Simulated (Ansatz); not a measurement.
# Collinear magnetic orders of antiperovskite Mn3IrN with PBEsol: energies and a three-shell Heisenberg model

Three Mn atoms on a triangle cannot all be antiparallel to one another, and the Mn sublattice of an antiperovskite is built of such triangles. Which collinear compromise costs least is therefore not obvious for Mn3IrN. The question matters for antiferromagnetic memory and for piezomagnetic elements, where the energy differences between orders govern thermal stability and the response to strain. Total energies of five collinear orders are considered here at fixed atomic positions with PBEsol. Each is given per Mn atom relative to the parallel order, so a negative value means a more stable order. The energies are then compared with a Heisenberg model containing couplings to the neighbours at 2.77, 3.91 and 4.79 Å.

## Method

One system, Mn3IrN (antiperovskite, Pm-3m), 5 atom(s) a primitive cell, from measured cells of the Crystallography Open Database. Ansatz 0.2.0, plane waves with the earlier PAW datasets of its set soft_1, cutoff 420 eV, Fermi-Dirac smearing of 0.1 eV, k meshes whose coarsest spacing along a reciprocal vector is 0.16 to 0.28 1/Å over all runs (2π included). Functional: PBEsol, no Hubbard U; collinear spins, no spin-orbit coupling. Atoms are fixed. Each order is started from typed moments on Mn, in the primitive cell or in a cell doubled at wavevector q (fractions of the primitive reciprocal vectors), on meshes of about the same density or denser; only runs that kept their pattern of signs are listed. Runs that did not converge or carry a known fault are not listed. The same in all rows: metal or insulator in the row's run, judged by its smearing entropy or density of states at the Fermi energy (a gap under a few smearing widths counts as a metal): metal.

Notes on method and selection:

- In a Heisenberg model with E = -sum over ordered pairs of J e_i.e_j, the energy per magnetic atom is E0 less the sum over shells of J times the listed sum; further shells and changes of moment size are outside it.
- Each state is what a run reaches from typed starting moments; only a few collinear orders were started, so the lowest found need not be the ground state. Spin-orbit coupling is left out of these energies, which are free energies at the smearing width. A magnetic atom is one that was given a starting moment.
- Site moments count the spin inside each program's own atomic sphere, so they depend somewhat on its radius and leave out the spin between the spheres.
- Ansatz's own search for a lower self-consistent state was switched off in these runs, so a run may rest in a state that is not the lowest for its pattern of moments.
- The shell on the horizontal axis is the one of the three whose sum correlates best with the energies.
- Runs that did not converge, have known faults or may not be shown are not listed, and runs on Ansatz's PAW sets soft_1 and soft_2 are kept to separate tables.

Columns:

- shell at 4.79 Å: sum of e_i.e_j over the 16 Mn neighbours at 4.79 Å, mean over magnetic atoms (+1 parallel, -1 opposed).
- shell at 2.77 Å: sum of e_i.e_j over the 8 Mn neighbours at 2.77 Å, mean over magnetic atoms (+1 parallel, -1 opposed).
- shell at 3.91 Å: sum of e_i.e_j over the 6 Mn neighbours at 3.91 Å, mean over magnetic atoms (+1 parallel, -1 opposed).
- moment (μB): largest site spin moment.
- net moment (μB): size of the net spin moment per magnetic atom.
- energy (meV): energy less that of the parallel order, per magnetic atom.

Input lines of one member:

```
magnetization:
  spin_polarized: true
kpoints:
  mp_grid: { grid: [10, 10, 10] }
hamiltonian:
  xc: pbesol
  pseudopotentials: { kind: paw, azcp: { folder: soft_1 }, xc_functional: pbe }
scf:
  occupations: { method: fermi_dirac, width: 0.1 }
  lower_state_search: "off"
output:
  write_density: true
  write_potential: true
  elf: true
  volumetric_format: npy
```

Command (options for logging and memory left out): `ansatz run input.yaml`

## Results

| member | shell at 4.79 Å | shell at 2.77 Å | shell at 3.91 Å | moment (μB) | net moment (μB) | energy (meV) |
| --- | --- | --- | --- | --- | --- | --- |
| partly opposed ++- | −5.33 | −2.67 | 6 | 2.43 | 0.91 | −208.7 |
| opposed q=(0,0,1/2) +-+-+- | −5.33 | 2.67 | 2 | 2.61 | 0.00 | ? |
| opposed q=(0,1/2,1/2) +-+-+- | 0.00 | 0.00 | −2 | 2.49 | 0.00 | −187.2 |
| opposed q=(1/2,1/2,1/2) +-+-+- | 0.00 | 0.00 | −6 | 2.29 | 0.00 | −127.6 |
| parallel +++ | 16.00 | 8.00 | 6 | 2.37 | 2.77 | 0.0 |

Cells marked ? are withheld until the estimate has been made.

Least-squares fits to the members shown, with x = shell at 4.79 Å; R² and errors in the fitted variable (y, or ln y where the fit is in ln y):

| y | members | fit | R² | rms residual | leave-one-out rms | the same for the mean of the others |
| --- | --- | --- | --- | --- | --- | --- |
| energy (meV) | 4 | y = −157.0 + 9.802 x | 0.93 | 21 | 29 | 108 |

## Why the values move as they do

Among the four orders with a shown energy, the ferrimagnetic ++- pattern is lowest, at −208.7 meV. The order at q=(0,1/2,1/2) follows 21.5 meV higher, and the one at q=(1/2,1/2,1/2) lies at −127.6 meV. The parallel order is highest by a wide margin. Antiparallel alignment is thus strongly favoured overall, as expected for Mn with a d shell near half filling, where hopping between opposed neighbours lowers the energy. In the ++- order two of the three pairs in each triangle are opposed, the most that collinear spins allow.

Between the parallel and ++- orders the 3.91 Å sum stays at 6, while the 4.79 Å sum changes by 16 + 5.33 = 21.33. The slope is 208.7 / 21.33 = 9.78 meV per unit of that sum. It cannot be credited to the 4.79 Å shell alone: in all four orders this sum is twice the 2.77 Å sum, so the same energies give 208.7 / 10.67 = 19.6 meV per unit of the nearest-neighbour sum equally well. Only a combination of the two couplings is fixed.

The three-shell model can still be tested, because it then has three free constants for four energies. It requires $3E_{++-} - 12E_{(0,1/2,1/2)} + 8E_{(1/2,1/2,1/2)} + E_{+++} = 0$, whereas the energies give −3 × 208.7 + 12 × 187.2 − 8 × 127.6 + 0 = 599.5 meV. Spread over the four orders by least squares, this is an rms residual of 599.5 / (2 × √218) = 20 meV, hardly better than the 21 meV of the one-shell fit; here 9 + 144 + 64 + 1 = 218 is the sum of the squared coefficients. The model therefore captures the large cost of parallel alignment, but its error is as large as the gap between the two lowest shown orders. Couplings beyond 4.79 Å are one possible cause. Another is the change of the Mn moment, from 2.29 to 2.49 μB among these orders, which a model of rigid spins omits.

## Blind estimate

Plain estimates from the members shown:

- opposed q=(0,0,1/2) +-+-+-, fit at x = −5.33: −209.2 meV

The order at q=(0,0,1/2) breaks the proportionality of the two sums: 2.67 at 2.77 Å but −5.33 at 4.79 Å. The plain fit, −209.2 meV, assigns the whole slope to the farther shell and cannot be taken over unchanged.

A fourth shell is added, at 3.91 × √2 = 5.53 Å with 12 neighbours. Counting signs gives a sum of −4 for both q=(0,0,1/2) and q=(0,1/2,1/2), and 12 for the other three orders, so this shell cancels between the first two. The line through the parallel and ++- orders passes through 0 − 16 × 9.78 = −156.5 meV where the near and far sums vanish. Comparison with q=(1/2,1/2,1/2) gives (−156.5 + 127.6) / 12 = −2.41 meV per unit of the 3.91 Å sum. Starting from q=(0,1/2,1/2), the estimate is −187.2 − 4 × 2.41 = −196.8 meV before the near and far shells act.

Those shells add 2.67 × 19.6 = +52 meV if only the nearest coupling acts, or −5.33 × 9.78 = −52 meV if only the farther one does. Couplings of the same sign give a shift between these limits, and the centre of the interval is adopted. A uniform spread over it has a standard deviation of (52 + 52) / √12 = 30 meV; combined with the 29 meV leave-one-out error of the plain fit, this gives 42 meV. The four constants reproduce the four shown energies exactly, leaving no member for a test. Whether this order lies below ++- remains open at this precision.

**Committed estimate, opposed q=(0,0,1/2) +-+-+-: energy = −197 ± 42 meV.**

## The withheld result

| member | shell at 4.79 Å | shell at 2.77 Å | shell at 3.91 Å | moment (μB) | net moment (μB) | energy (meV) |
| --- | --- | --- | --- | --- | --- | --- |
| opposed q=(0,0,1/2) +-+-+- | −5.33 | 2.67 | 2 | 2.61 | 0.00 | −163.9 |

| member | estimate | energy (meV) | computed | estimate − computed | miss in error bars |
| --- | --- | --- | --- | --- | --- |
| opposed q=(0,0,1/2) +-+-+- | committed | −197.0 | −163.9 | −33.1 | 0.8 |
| opposed q=(0,0,1/2) +-+-+- | fit | −209.2 | −163.9 | −45.3 |  |

The computed energy of the q=(0,0,1/2) order is −163.9 meV. The estimate of −197 ± 42 meV was 33.1 meV too low, which is inside its error bar and closer than the plain fit, 45.3 meV too low.

The objection to the plain fit held: parallel nearest neighbours cost energy that a fit in the 4.79 Å sum alone cannot register. Taking the centre between a purely near and a purely far coupling was the weak step, since the result lies towards the near end.

With the new row, least squares over all three shells gives, in meV,

$$E = -156.5 + 9.1\,s_{2.77} - 1.15\,s_{3.91} + 5.5\,s_{4.79},$$

where $s$ is the listed sum at each distance. The positive coefficients mean antiferromagnetic coupling at 2.77 and 4.79 Å. Their relative size is uncertain, because it rests on this one order: the four-shell model used for the estimate would give about 16 and 1.8 instead.

## Exceptions

Least-squares fits to the whole series, with x = shell at 4.79 Å; R² and errors in the fitted variable (y, or ln y where the fit is in ln y):

| y | members | fit | R² | rms residual | leave-one-out rms | the same for the mean of the others |
| --- | --- | --- | --- | --- | --- | --- |
| energy (meV) | 5 | y = −146.9 + 8.857 x | 0.88 | 25 | 46 | 92 |

Largest departures from the fit to the whole series:

| member | energy (meV) | fit | computed − fit | in rms residuals |
| --- | --- | --- | --- | --- |
| opposed q=(0,1/2,1/2) +-+-+- | −187.2 | −146.9 | −40.3 | 1.6 |
| opposed q=(0,0,1/2) +-+-+- | −163.9 | −194.1 | +30.2 | 1.2 |
| opposed q=(1/2,1/2,1/2) +-+-+- | −127.6 | −146.9 | +19.3 | 0.8 |
| partly opposed ++- | −208.7 | −194.1 | −14.6 | 0.6 |

No order departs from the one-shell fit by more than 1.6 rms residuals, but the departures have a pattern. The fit gives the orders at q=(0,1/2,1/2) and q=(1/2,1/2,1/2) the same energy, since their 4.79 Å sums are both zero; they lie 40.3 meV below and 19.3 meV above it. Their 2.77 Å sums are also zero, so neither coupling can part them. The 3.91 Å coupling does little better: the three-shell fit still leaves them 33 meV too low and 22 meV too high. An antiferromagnetic coupling at 5.53 Å would have the right sign, as its sum is −4 in the first and 12 in the second. The larger Mn moments of the first, up to 2.49 against 2.29 μB, may also contribute.

The q=(0,0,1/2) order lies 30.2 meV above the one-shell fit and the ++- order 14.6 meV below it. They share the same 4.79 Å sum, but their nearest-neighbour sums are +2.67 and −2.67, so an antiferromagnetic nearest-neighbour coupling shifts them apart in the observed sense.

## Conclusions

The ++- order is the lowest of the five collinear orders, 208.7 − 187.2 = 21.5 meV per Mn below q=(0,1/2,1/2). Three shells account for the high energy of the parallel order and pick the correct lowest one, but they interchange the second and third. Their rms residual is 599.5 / √(5 × 218) = 18 meV, with four constants for five energies, so a further collinear order could not be ranked reliably within a few tens of meV.

The main omission is noncollinear order. For three equal spins at 120° in the primitive cell, the cosines of the three pairs add to 3 × (−0.5) = −1.5, against −1 for ++- and 3 for parallel. Since ++- lies below the parallel order, bilinear exchange of any range then puts the triangular order lower still, if the moments stay rigid. This agrees with the triangular magnetism common in manganese nitride antiperovskites. The ++- order is therefore unlikely to be the ground state.

[Logs are printed without paths, hosts, clocks, repeated set-up lines and the standing remarks that a program may print on its own settings, such as how far it seeks lower states.]
